**Q.** I have a density of states for a layered telluride-sulfide, SnBi₂Te₂S₂, from scalar-relativistic PBE. The filled block between $-5.28$ and $-0.28$ eV looks to me like the closed p shells of two S²⁻ and two Te²⁻ ions. Is that who owns it?

Density of states of SnBi₂Te₂S₂ (space group R-3m, 7 atoms in the cell), from a single-point calculation on the unrelaxed cell with Ansatz 0.2.0, using scalar-relativistic PBE without spin polarization, plane waves and generated PAW datasets. The cutoff is 420 eV, the k-mesh 8×8×8, and the occupations follow a Fermi-Dirac distribution of width 0.1326 eV.

| bin centre from the Fermi level (eV) | total (states/eV/cell) | on Te p (states/eV/cell) | on S p (states/eV/cell) | on Bi p (states/eV/cell) | on Sn p (states/eV/cell) |
| --- | --- | --- | --- | --- | --- |
| -11.78 | 4.92 | 0.15 | 0.05 | 0.34 | 0.07 |
| -11.28 | 2.15 | 0.10 | 0.04 | 0.10 | 0.01 |
| -10.78 | 0.38 | 0.01 | 0.00 | 0.02 | 0.00 |
| -10.28 | 3.04 | 0.10 | 0.06 | 0.15 | 0.01 |
| -9.78 | 2.36 | 0.08 | 0.06 | 0.10 | 0.00 |
| -9.28 | 1.70 | 0.08 | 0.06 | 0.05 | 0.00 |
| -8.78 | 0.53 | 0.01 | 0.02 | 0.02 | 0.00 |
| -8.28 | 0.00 | 0.00 | 0.00 | 0.00 | 0.00 |
| -7.78 | 0.00 | 0.00 | 0.00 | 0.00 | 0.00 |
| -7.28 | 2.15 | 0.01 | 0.54 | 0.07 | 0.00 |
| -6.78 | 1.66 | 0.00 | 0.41 | 0.03 | 0.01 |
| -6.28 | 0.19 | 0.00 | 0.04 | 0.00 | 0.00 |
| -5.78 | 0.00 | 0.00 | 0.00 | 0.00 | 0.00 |
| -5.28 | 1.27 | 0.22 | 0.46 | 0.38 | 0.18 |
| -4.78 | 2.66 | 0.61 | 0.89 | 0.80 | 0.26 |
| -4.28 | 4.19 | 1.06 | 1.40 | 1.26 | 0.28 |
| -3.77 | 5.90 | 1.38 | 2.35 | 1.54 | 0.39 |
| -3.27 | 6.44 | 1.81 | 2.50 | 1.49 | 0.33 |
| -2.77 | 5.83 | 1.77 | 2.43 | 0.95 | 0.36 |
| -2.27 | 6.08 | 2.49 | 2.02 | 0.75 | 0.40 |
| -1.77 | 6.05 | 2.85 | 1.98 | 0.62 | 0.24 |
| -1.27 | 5.40 | 2.56 | 1.60 | 0.61 | 0.14 |
| -0.78 | 4.19 | 1.50 | 1.61 | 0.22 | 0.06 |
| -0.28 | 0.02 | 0.01 | 0.00 | 0.00 | 0.00 |
| 0.23 | 0.05 | 0.01 | 0.00 | 0.02 | 0.01 |
| 0.72 | 1.40 | 0.31 | 0.05 | 0.47 | 0.35 |
| 1.23 | 5.00 | 1.07 | 0.24 | 2.04 | 1.06 |
| 1.73 | 6.10 | 1.38 | 0.34 | 2.80 | 1.05 |
| 2.23 | 5.40 | 1.33 | 0.50 | 2.55 | 0.50 |
| 2.73 | 4.54 | 1.01 | 0.62 | 1.90 | 0.58 |
| 3.23 | 6.42 | 0.69 | 1.13 | 1.57 | 2.07 |

**A.** The count allows it. The column "total" gives states per eV per cell in a bin centred at energy $E$ from the Fermi level, so a value times the bin width of 0.50 eV is a number of electrons. The columns "on Te p" to "on Sn p" give the part carried by the p orbitals of each element, summed over its atoms. The block adds up to 24.03 electrons, and four closed p shells hold 24.

The count decides nothing, however, because neutral atoms bring the same number: 8 from Te, 8 from S, 6 from Bi and 2 from Sn. The ionic picture makes two sharper predictions. The Bi and Sn p columns should be empty below the Fermi level. The more electronegative S should also fill the lower half of the block and Te the upper half.

**Q.** And do they hold?

**A.** Neither does. Bi p holds 4.31 electrons in the block and Sn p 1.32, together 23 % of it. Te carries 40 % of the anion p weight in the lower half, where stacking demands none, so the two anions are interleaved.

A trace of the ordering survives. Te rises to 55 % in the upper half, and within the block the mean energy of its p weight lies 0.33 eV above that of S (a further 0.50 electron of S p sits lower, in the band near $-7$ eV). That offset is small against a block about 5 eV wide. A likely reading, not tested here, is that coupling to the cations broadens each anion's band by more than the two anion levels differ. The Bi layer that Te and S share in the sequence Te-Bi-S-Sn-S-Bi-Te also lets them mix.

**Q.** Projections are slippery. Could the cation weight just be the tails of large anion orbitals reaching over the cation sites?

**A.** In its simplest form that idea gives a constant cation share $w$, defined as (Bi p + Sn p) divided by the sum of the four p columns. The table rejects it: $w$ drops from 45 % at $-5.28$ eV to 8 % at $-0.78$ eV. It falls from each row to the next except once, between the third-last and second-last of these rows, where it stalls within rounding. Tails whose size depends on the phase of the state remain possible and could fall in the same direction, so the absolute populations depend on the projection scheme. Across contacts of about 3 Å, though, tails alone are expected to stay far below a share of 45 %.

The same calculation offers a check that uses no orbitals, the Bader charges taken from the electron density. They are $+0.88$ on Bi, $+1.01$ on Sn, $-0.40$ on Te and $-0.98$ on S, against formal charges of $+3$, $+2$, $-2$ and $-2$. Such charges generally fall short of formal values, so this supports incomplete transfer without measuring it.

**Q.** Then what makes the share fall by a factor of five?

**A.** Polar covalent mixing predicts that direction. The triiodide ion is a simple picture: three p orbitals in a line give a bonding level with much weight on the central atom, a nonbonding level with none there, and an empty antibonding level. Read the centre as Bi and the ends as Te and S, and the filled states run from shared at the bottom to anion-only at the top. The analogy gives the order of the levels only, since here the ends differ and each anion binds to several cations.

For the crystal, take one anion level $E_a$, one cation level $E_c$ above it, and a coupling $V$ that acts only between cations and anions. A state of energy $E$ with anion part $a$ and cation part $c$ obeys

$$(E-E_a)\,a = V c, \qquad (E-E_c)\,c = V^\dagger a .$$

Multiplying the first by $a^\dagger$ and the second by $c^\dagger$ gives equal right-hand sides, so $(E-E_a)|a|^2=(E-E_c)|c|^2$, whatever $V$ is. With the depth $d=E_a-E$ and the level spacing $\Delta=E_c-E_a$,

$$w=\frac{d}{\Delta+2d}.$$

The share is zero at the anion level and climbs towards one half with depth, because a state is pushed down only by borrowing cation character. Above $E_c$ the same relation gives more than one half. The table lies on the expected side of one half: $w$ stays under 50 % in the filled rows and, rounded, runs from 60 to 70 % in the six empty rows from 0.72 eV up. The second bound is tested only by those empty rows that lie above $E_c$.

**Q.** Can I put numbers through it?

**A.** A least-squares grid search over $E_a$ and $E_c$, on the ten rows from $-5.28$ to $-0.78$ eV, gives $E_a=-0.60$ eV and $E_c=2.66$ eV. Take the row at $-3.27$ eV, which was part of the fit:

$$d=-0.60+3.27=2.67\ \text{eV},\quad \Delta=2.66+0.60=3.26\ \text{eV},\quad w=\frac{2.67}{3.26+5.34}=0.31 .$$

The table gives $(1.49+0.33)/(1.81+2.50+1.49+0.33)=0.30$. This is one of the better rows. Over all ten, the rms miss relative to the tabulated share is 4.5 percentage points, against 11.9 for a constant share and 29.6 for empty cations.

**Q.** So the model is right?

**A.** It has the right direction and bounds and the wrong shape. The model curves, running too low at both ends and too high in between, with its worst miss of 8 points in the bottom row, while a least-squares straight line through the same rows misses by only 1.2 points rms. The two levels trade against each other, and $E_c$ can move from 1.5 to 3.8 eV at little cost, so neither is a property of the atoms.

The model also forbids states between $E_a$ and $E_c$, yet about 9 empty states lie below the fitted $E_c$. Taking $E_c$ at the low end of its range still leaves about 3, and it pulls $E_a$ down below the top filled row. Orbital counting fares only moderately: twelve anion against nine cation orbitals leave three nonbonding combinations, but the top six electrons still show a 13 % cation share, with no step. My guess, untested here, is that anion-anion and cation-cation coupling and the two unequal anion levels smear the simple picture.

What carries over is the rule that a smaller $\Delta$ means more sharing at a given depth. Te, with the higher p level, should thus be the less ionic anion. It holds 4.07 p electrons per atom in the block against 4.31 for S, and 4.24 against 4.66 in the Löwdin populations over all filled states. The direction agrees, though Te has three cation neighbours and S six, so the level spacing is not the only difference.

**Q.** At $-0.78$ eV S p overtakes Te p again. Why, if S lies lower?

**A.** A second effect seems to add there. The remainder, total minus the four p columns, jumps from 9 % of the total to 19 % in that row. All atomic projections together miss only 0.25 electron in the cell, against a remainder of 1.64 in the block, so most of it sits on s or d orbitals.

The isolated band near $-7$ eV points to the source. It holds 2.00 electrons, a quarter on S p and almost none on Te p, which fits Sn 5s, since S touches Sn and Te does not. Theory says that a filled s level mixing with filled S p gives a bonding band below and an antibonding partner pushed to the top of the p block, which would hold S p up exactly there: it stays at 1.61 while Te p drops from 2.56 to 1.50. The Löwdin population of Sn s is 1.92, and the isolated band can hold at most 1.45 of it, so at least 0.47 electron of Sn s lies elsewhere. That it sits in this row is not shown, and Bi 6s, which also neighbours S, is expected to add to it.

**Q.** How far can I trust this near the gap?

**A.** Least of all there. The gap of 0.187 eV is narrower than a bin and not wide against the smearing, which leaves the Fermi level just inside the conduction edge by thermal filling and not by doping. The small totals at $-0.28$ and $0.23$ eV are band tails, too close to rounding to give shares. Spin-orbit coupling is absent, and it is known to shift Bi and Te p bands strongly, so the size of the gap and the character of its edges are open. The cell is also a hypothetical element swap, unrelaxed, with its largest forces on S, and moving S would change the Sn-S overlap on which the top row may depend.
